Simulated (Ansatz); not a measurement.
## TaN: the change of energy above lowest point with volume scale

Results calculated with Ansatz 0.2.0, not measured. Free energy against uniform scaling of the volume at fixed shape and fractions; periodic cell, basis, potentials, k mesh and filling as listed.

The cell before it is scaled or strained (space group P-6m2, No. 187):
```
TaN
1.0
      2.9380     0.0000     0.0000
     -1.4690     2.5444     0.0000
      0.0000     0.0000     2.8830
Ta N
1 1
Direct
  0.33333 0.66667 0.50000
  0.00000 0.00000 0.00000
```

Settings of every row: functional PBEsol; dispersion none; potentials PAW; wave cutoff 500 eV; density cutoff 2000 eV; k mesh 11x11x10; k shift 0x0x0; occupations fermi dirac; smearing width 0.15 eV; spin none.

Limits: coarse k mesh, up to 40 meV an atom off; no spin-orbit coupling, which can matter with elements this heavy.

| row | volume scale | V (Å³/atom) | energy above lowest point (meV/atom) |
| --- | --- | --- | --- |
| 1 | 0.94 | 10.129 | 28.4 |
| 2 | 0.96 | 10.345 | 8.5 |
| 3 | 0.98 | 10.56 | 0 |
| 4 | 1 | 10.776 | ? |
| 5 | 1.02 | 10.991 | 12.7 |
| 6 | 1.04 | 11.207 | 32 |
| 7 | 1.06 | 11.422 | 58.6 |

Question: what energy above lowest point should row 4 give?

Worked fit of energy above lowest point. Take u = (V_r/V)^(2/3) − 1 with V_r = 10.776 Å³ an atom, which is twice the finite (Eulerian) strain; such expansions in the strain, on which the Birch-Murnaghan equation of state is built, carry the rest volume and the bulk modulus. The shown rows have u = 0.04214, 0.02759, 0.01359, -0.01308, -0.02581, -0.03807. Least squares give energy above lowest point = 1.77 − 489.8 × u + 26477 × u² + 3432 × u³ meV/atom; a parabola predicts inner rows, each left out in turn, worse (root mean square 0.081 against 0.023 meV/atom). All shown rows lie on it to the printed digit. Its lowest point lies at u = 0.0092, or V = 10.63 Å³ an atom, and the curvature there gives the bulk modulus at fixed shape and fractions, B = (4/9)(1 + u)² E″(u)/V = 363 GPa. Letting shape and atoms relax would as a rule lower it, by much in layered, chain or molecular crystals. The withheld row has u = 0, so the fit gives 1.77 − 489.8 × (0) + 26477 × (0)² + 3432 × (0)³ = 1.8 meV/atom.

The calculation gave 1.8 meV/atom. The fit meets it to the printed digit.
